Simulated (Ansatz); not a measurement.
# SnTe: the change of pressure with volume scale

Results calculated with Ansatz 0.2.0, not measured. Periodic Kohn-Sham DFT of a crystal at fixed atoms, scaled to volume_scale times the given cell; pressure positive in compression, energy less spherical unpolarised free atoms, largest_vzz the field gradient of largest size among the nuclei.

The cell before it is scaled or strained (space group Fm-3m, No. 225):
```
SnTe
1.0
      0.0000     3.1565     3.1565
      3.1565     0.0000     3.1565
      3.1565     3.1565     0.0000
Sn Te
1 1
Direct
  0.00000 0.00000 0.00000
  0.50000 0.50000 0.50000
```

Settings of every row: method all-electron PAW; functional PBEsol; relativity scalar; k mesh 11x11x11; filling fermi-dirac; smearing width 0.08 eV; nucleus gaussian.

Atom start moment: 0 on all atoms.

Limits: no spin-orbit coupling on heavy atoms; small gap, it may come from the mesh.

```
row  volume scale  V (Å³/atom)  pressure (GPa)
  1          0.94       29.563           2.648
  2          0.96       30.192            1.47
  3          0.98       30.821           0.415
  4          0.99       31.135           -0.07
  5             1        31.45          -0.529
  6          1.01       31.764          -0.964
  7          1.02       32.079          -1.376
  8          1.04       32.708          -2.134
  9          1.06       33.337               ?
```

Question: what pressure should row 9 give?

Worked fit of pressure. Take u = (V_r/V)^(2/3) − 1 with V_r = 31.293 Å³ an atom, which is twice the finite (Eulerian) strain; such expansions in the strain, on which the Birch-Murnaghan equation of state is built, carry the rest volume and the bulk modulus. The shown rows have u = 0.03864, 0.02417, 0.01018, 0.00338, -0.00333, -0.00991, -0.0164, -0.02905. Least squares give pressure = −0.3035 + 68.545 × u + 195.75 × u² + 184 × u³ GPa; a parabola predicts inner rows, each left out in turn, worse (root mean square 0.0019 against 0.0005 GPa). The rows lie off it by 0.000, 0.000, 0.000, 0.000, 0.001, 0.000, 0.000, 0.000. The pressure vanishes at u = 0.0044, or V = 31.09 Å³ an atom, and there the bulk modulus at fixed shape and fractions is B = −V dP/dV = (2/3)(1 + u) dP/du = 47 GPa. The withheld row has u = -0.04131, so the fit gives −0.3035 + 68.545 × (-0.04131) + 195.75 × (-0.04131)² + 184 × (-0.04131)³ = -2.814 GPa.

The calculation gave -2.814 GPa. The fit meets it to the printed digit. This row lies beyond the range of the fit.
